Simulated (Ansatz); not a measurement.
## Al7Cu: pressure and energy over elements against volume per atom

Density functional energy, stress (positive in compression), forces and moments (in spheres) of a cell at fixed atoms, energy at zero smearing over the elements' standard states in the same functional; plane waves with PAW datasets, Gamma-centred k mesh. The results are calculated, by Ansatz 0.2.0.

Cell of the first row (space group Fm-3m, No. 225):
```
cell vectors (Å)
   0.0000     3.8137     3.8137
   3.8137     0.0000     3.8137
   3.8137     3.8137     0.0000
atoms (fractions of the cell vectors)
Al  0.50000  0.00000  0.00000
Al  0.00000  0.50000  0.50000
Al  0.00000  0.50000  0.00000
Al  0.50000  0.00000  0.50000
Al  0.00000  0.00000  0.50000
Al  0.50000  0.50000  0.00000
Al  0.00000  0.00000  0.00000
Cu  0.50000  0.50000  0.50000
```

Settings of every row: functional PBE; dispersion none; spin none; wave cutoff 420 eV; k mesh 8x8x8; occupations gaussian; smearing width 0.1 eV.

Limits: the cell comes from a prototype or a list of computed structures and needn't be the stable phase.

| row | volume per atom (Å³) | pressure (GPa) | energy over elements (eV/atom) |
| --- | --- | --- | --- |
| 1 | 13.867 | 14.68 | 0.0621 |
| 2 | 14.34 | ? | ? |
| 3 | 14.813 | 6.13 | 0.0021 |
| 4 | 15.286 | 2.81 | -0.0109 |
| 5 | 16.231 | -2.37 | -0.0113 |
| 6 | 16.704 | -4.37 | -0.0013 |
| 7 | 17.334 | -6.55 | 0.0204 |

Question: what pressure and energy over elements should row 2 give?

Worked fit of pressure. Take u = (V_r/V)^(2/3) − 1 with V_r = 15.759 Å³ an atom, which is twice the finite (Eulerian) strain; such expansions in the strain, on which the Birch-Murnaghan equation of state is built, carry the rest volume and the bulk modulus. The shown rows have u = 0.08901, 0.04213, 0.02052, -0.01948, -0.03808, -0.06153. Least squares give pressure = 0.001 + 128.97 × u + 381.4 × u² + 253 × u³ GPa; a parabola predicts inner rows, each left out in turn, worse (root mean square 0.034 against 0.0018 GPa). All shown rows lie on it to the printed digit. The pressure vanishes at u = -0.0000, or V = 15.76 Å³ an atom, and there the bulk modulus at fixed shape and fractions is B = −V dP/dV = (2/3)(1 + u) dP/du = 86 GPa. The withheld row has u = 0.06493, so the fit gives 0.001 + 128.97 × (0.06493) + 381.4 × (0.06493)² + 253 × (0.06493)³ = 10.05 GPa.

The calculation gave 10.06 GPa. The fit lies 0.01 GPa (0.047 % of the column's range) below it, one unit of the last digit.

Worked fit of energy over elements. Take u = (V_r/V)^(2/3) − 1 with V_r = 15.759 Å³ an atom, which is twice the finite (Eulerian) strain; such expansions in the strain, on which the Birch-Murnaghan equation of state is built, carry the rest volume and the bulk modulus. The shown rows have u = 0.08901, 0.04213, 0.02052, -0.01948, -0.03808, -0.06153. Least squares give energy over elements = −0.0149 − 0.0006 × u + 9.482 × u² + 2.74 × u³ eV/atom; a parabola predicts inner rows, each left out in turn, worse (root mean square 0.00038 against 2.4e-05 eV/atom). All shown rows lie on it to the printed digit. Its lowest point lies at u = 0.0000, or V = 15.76 Å³ an atom, and the curvature there gives the bulk modulus at fixed shape and fractions, B = (4/9)(1 + u)² E″(u)/V = 85.7 GPa. The withheld row has u = 0.06493, so the fit gives −0.0149 − 0.0006 × (0.06493) + 9.482 × (0.06493)² + 2.74 × (0.06493)³ = 0.0258 eV/atom.

The calculation gave 0.0258 eV/atom. The fit meets it to the printed digit.
